A stress model of a wafer with TiSi₂ contacts needs a stiffness for the silicide, and someone must decide whether one value will do for both compression and tension. The answer depends on how lopsided the energy curve of the crystal is, and on whether the lopsidedness is already felt at small strain. The table follows one crystal whose three edges are scaled by the same percentage, while the atoms inside find their best places.

TiSi2 (Cmcm, 12-atom cell, unstrained a = 3.517, b = 13.348, c = 3.556 Å, 13.91 Å³ per atom), all edges scaled equally and each strained cell held while its atoms relax within the symmetry. Ansatz 0.2.0, plane-wave PAW, scalar-relativistic PBEsol, no spin polarisation, cutoff 420 eV, k mesh 10×4×10, Gaussian smearing 0.1 eV. Stress is positive in compression.

| strain (%) | energy change (meV/atom) | volume change (%) | stress xx (GPa) | stress yy (GPa) | stress zz (GPa) |
| --- | --- | --- | --- | --- | --- |
| -6 | 247.3 | -16.94 | 42.79 | 31.08 | 44.41 |
| -4 | 102.8 | -11.53 | 24.74 | 17.96 | 25.84 |
| -2 | 24.1 | -5.88 | 10.73 | 7.83 | 11.27 |
| 0 | 0.0 | 0.00 | 0.01 | -0.01 | -0.02 |
| 2 | 21.2 | 6.12 | -8.04 | -6.03 | -8.65 |
| 4 | 79.6 | 12.49 | -14.01 | -10.59 | -15.11 |
| 6 | 168.2 | 19.10 | -18.29 | -13.96 | -19.81 |

The column "energy change" is counted from the unstrained crystal. Squeezing costs more than stretching at each of the three sizes of strain, and the gap widens. The ratio of the two costs is 1.14 at 2 %, 1.29 at 4 % and 1.47 at 6 %. A perfect spring in the edge length would give exactly 1 each time, so something makes this crystal stiffen when it is compressed and soften when it is pulled.

**The tempting explanation: geometry**

Equal steps in length aren't equal steps in volume. It's easy to suppose that the energy really follows the volume, like a spring, and that the curve looks lopsided only because it is drawn against length. The column "volume change" puts this to the test. An edge 6 % shorter removes 16.94 % of the volume, but an edge 6 % longer adds 19.10 %.

The stretched crystal has therefore moved further in volume, and a spring in volume would charge it more. The ratio of costs would be $(16.94/19.10)^2 = 0.79$, whatever the stiffness of the spring. The calculation gives 1.47. Geometry pulls the wrong way, and the true cause has to overcome it.

**A better explanation: an electron gas**

In the simplest picture of a metal, two energies compete. Electrons confined to a smaller space gain kinetic energy, which goes as one over length squared. Their attraction to the ions deepens only as one over length. On compression the kinetic cost therefore grows faster than the attraction can repay it, and squeezing is the dearer direction.

Let $x$ be the edge length divided by its unstrained value. With the minimum placed at $x=1$, the two terms combine into an energy proportional to $(1/x-1)^2$. At 6 % the ratio of costs is then $(1.06/0.94)^2 = 1.27$. The direction is right, but the excess over 1 is little more than half of what the calculation gives.

What this picture lacks can be argued from standard chemistry. The ions have filled inner shells, which repel the outer electrons of their neighbours at short range, and the Ti–Si and Si–Si bonds depend on the overlap of orbitals. Both effects change with distance more steeply than the energies of a uniform gas. The table holds only total energies and stresses, so it can't tell how much each of them contributes.

**The explanation that fits: a pull that fades with distance**

Think of the force that brings a strained crystal back to its resting size. For tiny strains it is proportional to the strain, as in any spring. The outer densities of atoms fall off roughly exponentially, however, and with them fade both the overlap that binds the atoms and the repulsion that resists a squeeze. It is then reasonable to multiply the spring force by a factor that shrinks exponentially as the crystal is stretched and grows in the same way as it is squeezed.

In symbols, let $\varepsilon = x-1$ be the strain as a fraction, $V_0$ the unstrained volume per atom, and $P$ the mean of the stresses xx, yy and zz, positive in compression. The work done on the crystal is $dE=-P\,dV$ with $V=V_0x^3$, so the slope of the energy is $dE/dx=-3V_0x^2P$. The assumption about the force reads

$$\frac{dE}{dx}=9BV_0\,\varepsilon\,e^{-k\varepsilon},\qquad P=-\frac{3B\,\varepsilon}{x^2}\,e^{-k\varepsilon}.$$

Here $B$ is the stiffness against a change of volume at zero strain, and $k$ says how fast the pull fades. Integration gives the energy:

$$E=\frac{9BV_0}{k^2}\left[1-(1+k\varepsilon)\,e^{-k\varepsilon}\right].$$

This is the Vinet form of the equation of state. Its two constants were fitted to the mean pressures of the squeezed and unstrained rows alone, with the result $B=144$ GPa and $k=4.9$. The stretched rows were kept back for a physical reason. If squeezing were dear because atoms come into hard contact only under compression, a law learned there should fail once the crystal is pulled apart.

The row at +6 % is the hardest test, and it took no part in the fit. With $V_0=13.91$ Å³ and 160.2 GPa to one eV/Å³, the prefactor is $9\times144.2\times13.91/(160.2\times4.9^2)=4.69$ eV. The exponent $k\varepsilon$ is 0.294, so the bracket is $1-1.294\,e^{-0.294}=0.0356$. The product is 0.167 eV, or 167 meV per atom, where the calculation gives 168.2.

The law thus carries over from the squeezed side to the stretched side. Its predicted tensions fall short by less than 1 % of the computed ones, although the shortfall grows steadily with strain. The printed output after this page compares all three laws row by row. Energy and stress come from the same calculation, so their agreement shows that the law is consistent with both, not that it matches a real sample. The outputs of all six strained rows, including those used in the fit and the test row at +6 %, carry a warning that the self-consistency threshold was loose for stresses. The close match with the energies suggests that the error from this is small.

The success has a second limit. The fading pull has a constant for its shape, which the other two explanations lack, and another smooth law with one such constant might do as well. The numbers rule out a spring in volume and show the simple electron gas to be insufficient. That the exponential factor reflects the fading of both overlap and repulsion is an argument from theory, which the fit supports but doesn't prove.

**Pressure is more lopsided than energy**

An engineer meets stress rather than energy, and there the contrast is stronger. At 6 % the mean pressure is 39.4 GPa in compression but only 17.4 GPa in tension, a ratio of 2.27. Part of this is plain geometry: the squeezed crystal has smaller faces, so the same force makes a larger stress, by a factor of 1.27. The remaining factor of 1.79 is the steeper energy curve itself.

All three axes share in this. The ratio of compressive to tensile stress at 6 % is 2.34 along a, 2.23 along b and 2.24 along c. One stiff direction is therefore not the source of the effect. It belongs to the bonding of the crystal as a whole.

**What neighbouring series would do**

The stress along b is the smallest of the three in size in every strained row, which means that the load is not a uniform pressure. In a series under true hydrostatic pressure, b would be expected to give way more than the other two edges until the stresses were equal. A crystal free to choose its shape can only lower its energy at a given volume. The 144 GPa is therefore an upper estimate of the bulk modulus within this calculation.

A shear series makes an instructive contrast. If the right angle between a and b is opened or closed by the same amount, the two distorted crystals are mirror images and must cost the same. The lopsidedness vanishes by symmetry, although the bonds are the same. A useful rule follows: ask whether the two signs of a strain are mirror images, and if they aren't, whether one of them shortens the bonds overall. That one is normally the dearer.

**The decision**

For a strain of 1 %, which lies between the computed rows, a single stiffness predicts $3\times144.2\times0.01=4.33$ GPa for either sign. The fading pull gives $4.33\,e^{0.049}/0.99^2=4.64$ GPa in compression and $4.33\,e^{-0.049}/1.01^2=4.04$ GPa in tension. One value is thus wrong by about 7 % each way, which many stress models can tolerate. At 6 % it would predict 26 GPa for both signs, and that is useless.

This holds for equal strain along all edges of a cold, perfect crystal that keeps its symmetry. The crystal is also the C49 form of TiSi₂. The stable form, C54, has another structure, and a contact made of it needs its own calculation. PBEsol ran here on PAW datasets made for PBE, which may shift the stiffness a little. A film clamped to a wafer is strained in its plane and free to move at its surface, so its stresses need the separate elastic constants, which this series doesn't supply. What is likely to carry over, though it isn't tested here, is the warning: a stiffness taken from the compressed side will overstate the stress on the stretched side, and the error grows with strain.

The analysis program printed:

```
fit of pbar on 4 rows (strain_series <= 0): coefficient of load*exp(-s*eps) 432.7 +/- 0.052, s 4.9; rms 0.004, worst 0 0.00667, leave-one-out rms 0.0156
  rows outside the fit (model, value, miss): 2 -7.542, -7.573, 0.0314; 4 -13.15, -13.24, 0.0818; 6 -17.22, -17.35, 0.132
Energy in meV per atom, computed and from three laws with the same stiffness:
  row  computed  spring in volume  electron gas  fading pull
   -6     247.3             179.7         229.6        247.4
   -4     102.8             83.24         97.84        102.9
   -2      24.1             21.65         23.47        24.07
    0         0                 0             0            0
    2      21.2             23.45         21.67        21.12
    4      79.6             97.68         83.36        79.21
    6     168.2             228.4         180.6        167.2
Computed energy ratio, squeezed over stretched, at 2 %: 1.137
Computed energy ratio, squeezed over stretched, at 4 %: 1.291
Computed energy ratio, squeezed over stretched, at 6 %: 1.47
Same ratio at 6 % for a spring in volume: 0.7866
Same ratio at 6 % for the electron gas: 1.272
Same ratio at 6 % for the fading pull: 1.48
Mean pressure at -6 % in GPa: 39.43
Mean pressure at +6 % in GPa: -17.35
Size ratio of these mean pressures: 2.272
Part of that ratio from the change of face area (factor): 1.272
Part of that ratio from the slope of the energy (factor): 1.787
Stress ratio at 6 %, squeezed over stretched, along a: 2.34
Stress ratio at 6 %, squeezed over stretched, along b: 2.226
Stress ratio at 6 %, squeezed over stretched, along c: 2.242
Bulk stiffness with cell shape held, from the fit, in GPa: 144.2
Largest energy miss of the fading pull on the stretched side in meV per atom: 1.03
```
